\section{Negative gate capacitance and gate-loop instability}

An IGBT that carries a large saturated current at high collector voltage, as in a short circuit, can return charge to the driver while its gate voltage rises. The effect was described by Omura and co-workers in 1997. This section derives the criterion for a planar cell with a wide gate over the JFET region, and then the condition under which the gate loop becomes unstable, which is a separate and stricter one.

\subsection{Premises and conventions}

Potentials are referred to the emitter. Primed capacitances are per unit area of the oxide over the JFET region. Unprimed charges, capacitances, currents and transconductances are per unit active area, so that the gate resistance $R_G$ is in $\Omega\,$cm$^2$. The depth $y$ runs from the interface ($y=0$) to the buffer ($y=W$), and $x$ runs along the interface from the centre of the gate ($x=0$) to the edge of the JFET region ($x=L$), which fills a fraction $f$ of the cell. The premises are these.
(i) The collector voltage $V$ is fixed.
(ii) The MOS channel is saturated, so the electron current $J_n$ depends on $V_G$ alone.
(iii) The drift layer is fully depleted and carriers cross it at constant speeds $v_n$, $v_p$, uniformly over the cell.
(iv) In the steady state $J_p=\alpha J$ and $J_n=(1-\alpha)J$ with constant $\alpha$. The transconductance $g_m=dJ/dV_G$ refers to the total current $J$.
(v) Since $L\gg t_{ox}$, the oxide field is vertical, and the vertical electrostatics is solved column by column.
(vi) $C_{ge}$, the capacitance of channel, source overlap and emitter metal, is constant.

\subsection{Gate charge and surface potential}

Let $\psi(x)$ be the potential at the interface, $\bar\psi$ its average over $0<x<L$, $C'_{ox}=\epsilon_{ox}/t_{ox}$ and $C_{ox,d}=fC'_{ox}$. With a constant flat-band offset $V_{FB}$ the gate charge is $Q_G=C_{ge}V_G+C_{ox,d}(V_G-V_{FB}-\bar\psi)$ up to a constant, and the quasi-static differential capacitance at fixed $V$ is
\begin{equation}
C_{\rm eff}=\frac{dQ_G}{dV_G}=C_{ge}+C_{ox,d}(1-G),\qquad G\equiv\frac{d\bar\psi}{dV_G}.
\label{eq:ceff}
\end{equation}
Hence
\begin{equation}
C_{\rm eff}<0 \quad\Longleftrightarrow\quad G>1+\frac{C_{ge}}{C_{ox,d}} .
\label{eq:crit}
\end{equation}
$G$ is the total derivative, and every path by which $V_G$ moves $\bar\psi$ has to be counted.

In the drift layer $\epsilon\phi''=-\rho$ with $\phi(0)=\psi$, $\phi(W)=V$. Multiplying by $1-y/W$ and integrating by parts gives
\begin{equation}
\epsilon\phi'(0)=C'_d(V-\psi)+Q_\rho,\qquad C'_d=\frac{\epsilon}{W},\qquad Q_\rho=\int_0^W\rho\left(1-\frac{y}{W}\right)dy .
\end{equation}
A hole sheet of charge $\sigma$ at the interface makes the displacement jump: $-\epsilon\phi'(0)-C'_{ox}(V_G-V_{FB}-\psi)=\sigma$. Solving for $\psi$ with $C'=C'_{ox}+C'_d$,
\begin{equation}
\psi=\psi_0+\frac{\sigma}{C'},\qquad \psi_0=\frac{C'_{ox}(V_G-V_{FB})+C'_dV+Q_\rho}{C'} .
\label{eq:psi}
\end{equation}
Here $\psi_0$ is the potential of the empty surface. It follows the gate with the divider ratio $r=C'_{ox}/C'$, which is close to one because $W\gg t_{ox}$.

\paragraph{Carriers in transit.} By premise (iii), $\rho=qN_D+J_p/v_p-J_n/v_n$ is uniform, so $Q_\rho=\rho W/2$. Its contribution to $G$ is $G_p-G_n$ with
\begin{equation}
G_p=\frac{W\alpha g_m}{2C'v_p},\qquad G_n=\frac{W(1-\alpha)g_m}{2C'v_n}.
\label{eq:bulk}
\end{equation}
Holes raise the surface potential and electrons lower it. The two cancel at $\alpha=v_p/(v_n+v_p)$.

\paragraph{Hole sheet.} Holes that reach the oxide cannot cross it and flow sideways to the p-body. Continuity with symmetry at $x=0$ gives the lateral current per unit width $K=J_px$. With $u=\psi-\psi_0$, $\sigma=C'u$, a uniform $\psi_0$ and a surface mobility $\mu$, drift gives
\begin{equation}
J_px=-\mu C'u\,\frac{du}{dx}.
\end{equation}
The p-body is at emitter potential, far below $\psi_0$, so the sheet is pinched off at its exit, as at the drain of a saturated p-channel transistor: $u(L)=0$. Integration yields
\begin{equation}
u(x)=u_0\sqrt{1-x^2/L^2},\qquad u_0=L\sqrt{\frac{J_p}{\mu C'}},\qquad \bar u=\frac{\pi}{4}u_0 .
\end{equation}
Since $\bar u\propto J_p^{1/2}$, $d\bar u/dJ_p=\bar u/2J_p$, and the sheet contributes
\begin{equation}
G_s=\frac{d\bar u}{dJ_p}\,\alpha g_m=\frac{\bar u}{2J_p}\,\alpha g_m .
\end{equation}
For a square-law channel, $g_m=2J/(V_G-V_T)$ and $G_s=\bar u/(V_G-V_T)$, which grows in proportion to $L$. This is why wide gates are at risk.

\paragraph{Total gain.} Collecting terms,
\begin{equation}
G=r+G_s+G_p-G_n,
\label{eq:G}
\end{equation}
and, because $C_{ox,d}(1-r)=fC'_{ox}C'_d/C'$ is the small gate--collector capacitance $C_{gc}$,
\begin{equation}
C_{\rm eff}=C_0-C_1,\quad C_0=C_{ge}+C_{gc}+C_{ox,d}G_n,\quad C_1=C_{ox,d}(G_s+G_p).
\label{eq:split}
\end{equation}
The current-driven gain $G_s+G_p-G_n$ therefore has to exceed only $(C_{ge}+C_{gc})/C_{ox,d}$. The divider term survives because a pinched-off sheet fixes $\psi-\psi_0$, and $\psi_0$ moves with the gate. The case differs for a p region under the gate that collects a hole current $\eta J_p$ and discharges to the emitter through a differential resistance $R_p$ that does not depend on $V_G$. Its node equation at complex frequency $s$ is $s(C_{ox,d}+C_j)\delta\psi-sC_{ox,d}\delta V_G=\eta\,\delta J_p-\delta\psi/R_p$, with $C_j$ its junction capacitance. For $s\to0$ the capacitive terms vanish, $G=R_p\eta\alpha g_m$, and this product alone must satisfy \eqref{eq:crit}.

\subsection{Delay of the hole current}

The gate controls electrons. Holes follow only after the electrons have raised the forward bias of the p$^+$ collector junction, so $C_1$ is delayed while $C_0$ is prompt. Take a neutral buffer of width $w$ in low injection, without recombination, with hole diffusivity $D_p$, excess density $p_0$ at the p$^+$ junction ($\xi=0$) and zero at the depletion edge ($\xi=w$). The small-signal equation $D_p\,\delta p''=s\,\delta p$ has the solution $\delta p=\delta p_0\sinh[z(1-\xi/w)]/\sinh z$ with $z^2=sw^2/D_p=2s\tau_t$ and $\tau_t=w^2/2D_p$. The hole current leaving the buffer is $\delta J_p=(qD_p\delta p_0/w)\,z/\sinh z$. Arriving electrons either neutralise the stored holes, at a rate $s\int q\,\delta p\,d\xi=(qD_p\delta p_0/w)\,z(\cosh z-1)/\sinh z$, or are injected into the p$^+$ layer. The latter current is proportional to $p_0$, and the static ratio $\beta=J_p/J_n=\alpha/(1-\alpha)$ fixes it as $qD_p\delta p_0/\beta w$. Dividing,
\begin{equation}
\frac{\delta J_p}{\delta J_n}=\beta H(s),\qquad \frac{1}{H}=\frac{\sinh z}{z}+\beta(\cosh z-1)=1+s\tau+O(s^2),
\label{eq:H}
\end{equation}
where the $z^2$ coefficient $1/6+\beta/2$ gives
\begin{equation}
\tau=\left(\beta+\tfrac13\right)\tau_t .
\end{equation}
If the drift transits and the charging of the sheet are fast compared with $\tau$, then $\delta Q_G=[C_0-C_1H(s)]\,\delta V_G$ and $\delta J=g_m[1-\alpha+\alpha H(s)]\,\delta V_G$. The gate capacitance is $C_{\rm eff}$ only for $|s|\tau\ll1$, and it returns to the positive value $C_0$ at high frequency.

\subsection{Stability of the gate loop}

Let the driver hold its voltage behind $R_G$, and let an inductance $L_e$ (in H\,cm$^2$) be common to the gate loop and the load current. Neglecting the gate current in $L_e$, Kirchhoff's law for perturbations is $0=\delta V_G+sR_G\,\delta Q_G+sL_e\,\delta J$, or
\begin{equation}
1+sR_G[C_0-C_1H]+sL_eg_m[1-\alpha+\alpha H]=0 .
\label{eq:char}
\end{equation}
Setting $H=1$ and $L_e=0$ gives $s=-1/(R_GC_{\rm eff})$, a growth with time constant $R_G|C_{\rm eff}|$ when $C_{\rm eff}<0$. This root cannot be the whole answer. It diverges as $R_G\to0$, where $H=1$ fails and where a gate held by an ideal source cannot run away. With the single-pole form $H=1/(1+s\tau)$, multiplying \eqref{eq:char} by $1+s\tau$ gives
\begin{equation}
\tau\left[R_GC_0+(1-\alpha)L_eg_m\right]s^2+\left[\tau+R_GC_{\rm eff}+L_eg_m\right]s+1=0 .
\label{eq:quad}
\end{equation}
The first and last coefficients are positive, so the product of the roots is positive and both real parts share the sign of their sum. Perturbations grow if and only if the middle coefficient is negative:
\begin{equation}
C_{\rm eff}<0\quad\text{and}\quad R_G|C_{\rm eff}|>\tau+L_eg_m .
\label{eq:unst}
\end{equation}
Negative capacitance is necessary for this instability and is not sufficient.

For $L_e=0$ three regimes follow. Below $R_c=\tau/|C_{\rm eff}|$ the loop is stable. The discriminant $(R_G|C_{\rm eff}|-\tau)^2-4R_GC_0\tau$ vanishes at $R_G=\tau/(\sqrt{C_1}\pm\sqrt{C_0})^2$, and the larger root $R_r=\tau/(\sqrt{C_1}-\sqrt{C_0})^2$ lies above $R_c$. For $R_c<R_G<R_r$ the roots $s=\gamma\pm i\omega$ describe a growing oscillation,
\begin{equation}
\gamma=\frac{R_G|C_{\rm eff}|-\tau}{2R_GC_0\tau},\qquad \omega^2=\frac{1}{R_GC_0\tau}-\gamma^2 ,
\label{eq:osc}
\end{equation}
which sets in at $\omega_c\tau=(|C_{\rm eff}|/C_0)^{1/2}$. For $R_G\gg R_r$ the roots are real,
\begin{equation}
s_-\simeq\frac{1}{R_G|C_{\rm eff}|},\qquad s_+\simeq s^*=\frac{|C_{\rm eff}|}{C_0\tau}.
\end{equation}
The quasi-static time constant $R_G|C_{\rm eff}|$ belongs to the slower root, and a general perturbation is taken over by $s_+$, the runaway of a gate at nearly fixed charge. No root grows faster than $s^*$: the polynomial equals $1+\tau s^*>0$ at $s^*$, and $s^*$ lies to the right of its vertex.

The threshold can be had without the single-pole form. Putting $s=i\omega_c$ and $L_e=0$ in \eqref{eq:char} and separating real and imaginary parts of $C_1H=C_0+1/(i\omega_cR_c)$,
\begin{equation}
\operatorname{Re}H(i\omega_c)=\frac{C_0}{C_1},\qquad R_c=-\frac{1}{\omega_cC_1\operatorname{Im}H(i\omega_c)} .
\label{eq:gen}
\end{equation}
For a response with $\operatorname{Re}H\le1$, which a weighted sum of pure delays obeys, the first condition needs $C_1>C_0$, which is \eqref{eq:crit} again.

\subsection{Range of validity}

\emph{Fixed collector voltage.} Premise (i) holds in a short circuit on a stiff supply, and for the antisymmetric mode of two paralleled chips with separate gate resistors, which leaves the common collector and driver nodes at rest. A load impedance adds a Miller term through $C_{gc}$ and $\partial J/\partial V$.

\emph{Depletion.} The field $(V-\psi)/W\pm\rho W/2\epsilon$ at the two ends must be high enough for nearly constant velocities. At low $V$ an electron accumulation layer pins the surface to the channel, $G$ is small and $C_{\rm eff}$ approaches $C_{ge}+C_{ox,d}$. If a plasma-filled part of the base survives, its ambipolar diffusion replaces \eqref{eq:H} and makes the response much slower.

\emph{Geometry.} Electrons leave the channel at $x=L$ and spread over a depth of about the half-pitch, where the weight $1-y/W$ is largest, and the protruding p-body takes more than its area share of holes and field lines. $G_n$, $G_p$ and $G_s$ carry relative uncertainties of order half-pitch over $W$. Since $G_p$ and $G_n$ nearly cancel, this dominates the uncertainty of $C_{\rm eff}$.

\emph{Sheet transport.} Diffusion replaces $u$ by $u+k_BT/q$ in the current. A finite exit velocity gives $u(L)=J_pL/C'v_p$, so that $u^2=u(L)^2+u_0^2(1-x^2/L^2)$.

\emph{Time scales.} $W/v_n$, $W/v_p$ and $C'\bar u/2J_p$ must be short against $\tau$. Self-heating, a current-dependent $\alpha$, gate-loop inductance and the nonlinear limit of the oscillation lie outside the model.

\subsection{Numerical illustration}

The static dielectric constant of Si is 11.7 (300~K, compiled value, Ioffe Institute). All other inputs are assumed, as typical of a 1200~V planar punch-through IGBT in short circuit: oxide permittivity 3.9, $t_{ox}=100$~nm, $L=10~\mu$m, half-pitch $20~\mu$m ($f=0.5$), $C_{ge}=5$~nF/cm$^2$, $W=110~\mu$m, $N_D=5\times10^{13}$~cm$^{-3}$, $V=800$~V, $V_G=15$~V, $V_T=6$~V, $J=500$~A/cm$^2$ with a square law, $\alpha=0.40$, $\mu=150$~cm$^2$/Vs, $v_n=1.0\times10^7$ and $v_p=0.7\times10^7$~cm/s, $w=5~\mu$m, $D_p=10$~cm$^2$/s, $T=300$~K.

Then $C'_{ox}=34.5$, $C'_d=0.094$, $C'=34.6$ and $C_{ox,d}=17.3$~nF/cm$^2$, $g_m=111$~S/cm$^2$ and $J_p=200$~A/cm$^2$. Neglecting $\psi$ against $V$, the field falls from 108~kV/cm at the surface to 38~kV/cm at the buffer, so the layer is depleted. The sheet has $u_0=6.2$~V and $\bar u=4.9$~V. The gain is
\begin{equation}
G=0.997+0.54+1.01-1.06=1.49,\qquad 1+C_{ge}/C_{ox,d}=1.29 ,
\end{equation}
so \eqref{eq:crit} is met with a margin of 0.20. With one extra digit kept for the subtraction, $C_0=23.33$ and $C_1=26.76$~nF/cm$^2$, and $C_{\rm eff}=-3.4$~nF/cm$^2$. Omitting $r$ would give $+13.8$~nF/cm$^2$, the wrong sign. At fixed $J$ and $g_m$ the result depends steeply on the hole fraction: $C_{\rm eff}=+5.2$ and $+0.9$~nF/cm$^2$ for $\alpha=0.30$ and 0.35, with the zero at $\alpha=0.36$.

The buffer gives $\tau_t=12.5$~ns and, with $\beta=2/3$, $\tau=12.5$~ns. For a chip of 1~cm$^2$ with $L_e=0$, the single-pole threshold is $R_c=3.6~\Omega$ at 4.9~MHz, while \eqref{eq:gen} with the full $H$ of \eqref{eq:H} gives $3.1~\Omega$ at 5.2~MHz. At an assumed $R_G=10~\Omega$, \eqref{eq:osc} gives an oscillation at 2.9~MHz with $1/\gamma=0.27~\mu$s, about 37 $e$-folds in an assumed $10~\mu$s short circuit. The product $R_G|C_{\rm eff}|=34$~ns is shorter than the fastest possible growth time $1/s^*=85$~ns and describes no mode here, since real roots need $R_G>R_r=106~\Omega$. By \eqref{eq:unst} a common emitter inductance of only 0.20~nH restores stability at $10~\Omega$, so the growth applies to a gate driven against an auxiliary emitter contact on the chip, and a shared bond wire of a typical few nH suppresses it.

The neglected terms have these sizes. The thermal voltage, 0.026~V, is 0.5 per cent of $\bar u$, and the exit value $u(L)=0.83$~V raises $\bar u$ by 1.7 per cent. The times $W/v_n=1.1$~ns, $W/v_p=1.6$~ns and $C'\bar u/2J_p=0.42$~ns add up to 3.1~ns, a quarter of $\tau$. The injected density $p_0=J_pw/qD_p=6\times10^{16}$~cm$^{-3}$ is not far below a typical buffer doping of $10^{17}$~cm$^{-3}$, so low injection is marginal and $\tau$ is an estimate. The half-pitch is 0.18 of $W$, and a change of $G_n$ by one tenth moves $G$ by 0.11, about half the margin. The figures are therefore the model's: they fix the order of magnitude of $C_{\rm eff}$ and its trends with $L$, $\alpha$, $R_G$ and $L_e$, and leave its value uncertain by about its own size. Gate oscillations of short-circuited Si IGBTs are typically of the order of ten megahertz, so the model's 2.9~MHz lies low by a factor of roughly three or more. Since $\omega\approx(R_GC_0\tau)^{-1/2}$, a thinner buffer or a smaller $R_G$ moves the model's frequency upward.